In a metal, or in a solid with a very small gap, a calculation runs more smoothly if the levels near the Fermi level, the border between filled and empty states, are filled fractionally. The occupation rule sets the shape of this smearing and the occupation width σ its extent. Smearing shifts the free energy, the quantity that the calculation minimises. The program therefore also estimates the energy at σ = 0, using the entropy term of the same run. In the table, "energy less reference" refers to this extrapolated energy.

TiO in space group P-6m2 (2 atoms in the cell, a = 3.031 Å, c = 3.238 Å), calculated at fixed cell and atoms with Ansatz 0.2.0: PBEsol, plane-wave PAW, scalar-relativistic, no spin polarisation, cutoff 420 eV, k mesh 18×18×14. The reference is Gaussian smearing with a width of 0.1 eV. The energy is extrapolated to zero smearing, and pressure is positive in compression.

| occupation rule | occupation width (eV) | energy less reference (meV/atom) | free energy less reference (meV/atom) | pressure less reference (GPa) |
| --- | --- | --- | --- | --- |
| Fermi-Dirac | 0.1 | 1.27 | -1.41 | 0.072 |
| Gaussian | 0.05 | -0.014 | 0.036 | -0.001 |
| Gaussian | 0.3 | 1.82 | -1.91 | 0.101 |
| Gaussian | 0.5 | 10.7 | -13.3 | 0.614 |
| Methfessel-Paxton | 0.01 | -0.014 | 0.045 | -0.001 |
| Methfessel-Paxton | 0.1 | 0.004 | 0.109 | -0.003 |
| Methfessel-Paxton | 0.5 | 2.62 | 11.6 | -0.451 |
| cold | 0.01 | -0.014 | 0.045 | -0.001 |
| cold | 0.2 | -0.336 | 1.04 | -0.048 |
| cold | 0.3 | -0.94 | 4.73 | -0.177 |
| cold | 0.5 | 6.62 | 19.3 | -0.264 |
| tetrahedron | 0 | -0.014 | 0.045 | -0.001 |

**(a) For Gaussian and Fermi-Dirac smearing, how much of the error in the free energy does the extrapolation remove?**

*Solution.* The errors need a zero that is free of smearing. The tetrahedron row and the two rows at 0.01 eV agree with one another, because on this k mesh nine bands are completely full and a gap of 0.022 eV separates them from the next. Counted from the tetrahedron row, the reference itself is off by only 0.014 meV/atom in the extrapolated energy. The program warned that derivatives from the tetrahedron run may be incomplete, but its pressure agrees with that of the two rows at 0.01 eV. This is the zero-width limit of this particular mesh; a finer mesh might find bands that cross between the present points.

Counted this way, Gaussian smearing of 0.3 eV puts the free energy 2.0 meV/atom too low and the extrapolated energy 1.8 meV/atom too high. At 0.5 eV the two errors are −13.3 and +10.7 meV/atom. The extrapolation has hardly reduced the error; it has mainly reversed its sign.

Fermi-Dirac smearing shows the same pattern at only 0.1 eV, where its free-energy error is 32 times that of Gaussian smearing. The same number in the input does not mean the same broadening. In the usual definitions the Fermi-Dirac function is two to three times as broad and has longer tails, and part (b) shows why the error rises so steeply with breadth.

**(b) Why does the correction overshoot?**

*Solution.* Suppose that smearing changes the free energy by ΔF, and that ΔF grows as σⁿ. Thermodynamics ties the entropy term to the slope of the free energy: the term equals −σ dF/dσ, which is −nΔF. For Gaussian and Fermi-Dirac smearing the program adds half of this term to the free energy. The error left in the extrapolated energy is then

ΔF − (n/2)ΔF = (1 − n/2)ΔF.

The correction is exact for n = 2. For n = 4 it leaves an error as large as the original one, with the opposite sign.

The order n can be read from the growth of the free-energy error. Between 0.3 and 0.5 eV the Gaussian error grows by a factor of 13.35/1.955 = 6.8, while the width grows by 5/3. Hence n = ln 6.8 / ln(5/3) ≈ 3.8, and the estimated fraction left is 1 − 3.8/2 ≈ −0.9. The extrapolated energies, which did not enter this estimate, give −0.94 at 0.3 eV and −0.80 at 0.5 eV. Within this interval the order thus falls slowly with width, and the estimate is an average. At smaller widths the order is lower again: the printed analysis finds 3.4 between 0.1 and 0.3 eV.

The link between entropy term and slope is built into any converged calculation, so this agreement is a check of consistency. It makes clear how the extrapolation fails, but not why n is close to four. The reason lies in the density of states, the number of levels per unit of energy. If it is constant near the Fermi level, the number of electrons moved grows as σ and the energy of moving each one also grows as σ, which gives n = 2. If there are few levels at the Fermi level and many more further away, a wider smearing also reaches a denser supply of levels, and n rises. A density of states growing as the square of the distance from the Fermi level would give n = 4.

The corrections in the printed analysis show that this TiO cell is of the second kind. For Gaussian smearing each correction is half the entropy term, and in that term every level near the Fermi level counts in proportion to σ. The number of levels within reach also grows as σ if their density is constant, so the correction would then rise by a factor of (5/3)² ≈ 2.8 between 0.3 and 0.5 eV. It rises by 24.06/3.789 ≈ 6.3. The density of states, averaged over the reach of the smearing, is thus about 2.3 times as high at the larger width. Magnetism, which could change it, was excluded. In a simple metal such as aluminium the density of states varies slowly near the Fermi level. There the quadratic law is a good guide and the same extrapolation works much better.

**(c) With cold smearing, the error of the extrapolated energy must vanish at some width between 0.3 and 0.5 eV. Would that width be a good setting?**

*Solution.* No. Cold smearing is built so that the quadratic error cancels in the free energy itself, and the program then adds only a third of the entropy term. By the same steps as in (b), the fraction left is 1 − n/3, which changes sign where n passes through three. The extrapolated error goes from −0.9 to +6.6 meV/atom between the two widths, while the free-energy error grows from 4.7 to 19 meV/atom. At the zero in between, the free-energy error and the correction cancel while both are still large. That is not a converged result.

The fall of n below three suggests that at 0.5 eV the smearing reaches so far into the bands that a single power of σ no longer describes the error. The estimate is correspondingly rough here. Averaged over this interval it gives a fraction of +0.08, whereas the two end rows have −0.20 and +0.34.

The pressure exposes the false zero. It is the negative volume derivative of the free energy at fixed width, so a correction applied to the energy alone does not repair it. With cold smearing its error goes from −0.18 GPa at 0.3 eV to −0.26 GPa at 0.5 eV, with no change of sign to match that of the extrapolated energy. Someone who relaxed the cell at the apparently perfect width would still relax it with a faulty pressure. The sizes belong to this strongly stretched cell, at about −40 GPa, and may differ at equilibrium.

A single run already carries a warning: the difference between its free energy and its extrapolated energy. Wherever the free-energy error exceeds 0.02 meV/atom, the error left after extrapolation is, in the rows of this table, between about a sixth and a little over half of this difference. The printed analysis below lists both for each row.

For work on a similar solid, treat the whole difference as a possible error. If it is larger than the accuracy needed, halve the width and run again, with a k mesh dense enough for the smaller width. Under a quadratic law the difference falls to about a quarter, and the extrapolation of a Gaussian or Fermi-Dirac run is expected to remove most of the smearing error. If it falls to nearly a sixteenth, the extrapolation of such a run was overshooting, and the smaller width is the remedy.

The analysis program printed:

```
Errors against the tetrahedron row:
                row  width eV  free energy meV/atom  extrapolated energy meV/atom  correction meV/atom  extrapolated over free  pressure GPa
        Fermi-Dirac       0.1                -1.455                         1.284                2.739                 -0.8825         0.073
           Gaussian      0.05                -0.009                             0                0.009                       0             0
           Gaussian       0.3                -1.955                         1.834                3.789                 -0.9381         0.102
           Gaussian       0.5                -13.35                         10.71                24.06                 -0.8028         0.615
  Methfessel-Paxton      0.01                     0                             0                    0                       0             0
  Methfessel-Paxton       0.1                 0.064                         0.018               -0.046                  0.2812        -0.002
  Methfessel-Paxton       0.5                 11.55                         2.634               -8.921                   0.228         -0.45
               cold      0.01                     0                             0                    0                       0             0
               cold       0.2                 0.995                        -0.322               -1.317                 -0.3236        -0.047
               cold       0.3                 4.685                        -0.926               -5.611                 -0.1977        -0.176
               cold       0.5                 19.25                         6.634               -12.62                  0.3445        -0.263
        tetrahedron         0                     0                             0                    0                       0             0
Reference Gaussian 0.1 eV, error of extrapolated energy, meV/atom: 0.014
Reference Gaussian 0.1 eV, error of free energy, meV/atom: -0.045
Reference Gaussian 0.1 eV, extrapolated over free-energy error: -0.3111
Gaussian, growth factor of free-energy error from 0.1 to 0.3 eV: 43.44
Gaussian, order n of free-energy error from 0.1 to 0.3 eV: 3.433
Gaussian, order n of free-energy error from 0.3 to 0.5 eV: 3.76
Gaussian, estimated extrapolated over free-energy error, 0.1 to 0.3 eV: -0.7165
Gaussian, estimated extrapolated over free-energy error, 0.3 to 0.5 eV: -0.88
Cold, order n of free-energy error from 0.2 to 0.3 eV: 3.821
Cold, order n of free-energy error from 0.3 to 0.5 eV: 2.767
Cold, estimated extrapolated over free-energy error, 0.2 to 0.3 eV: -0.2737
Cold, estimated extrapolated over free-energy error, 0.3 to 0.5 eV: 0.0777
Free-energy error at 0.1 eV, Fermi-Dirac over Gaussian: 32.33
Largest extrapolated error as a fraction of the correction, all rows: 0.5256
```
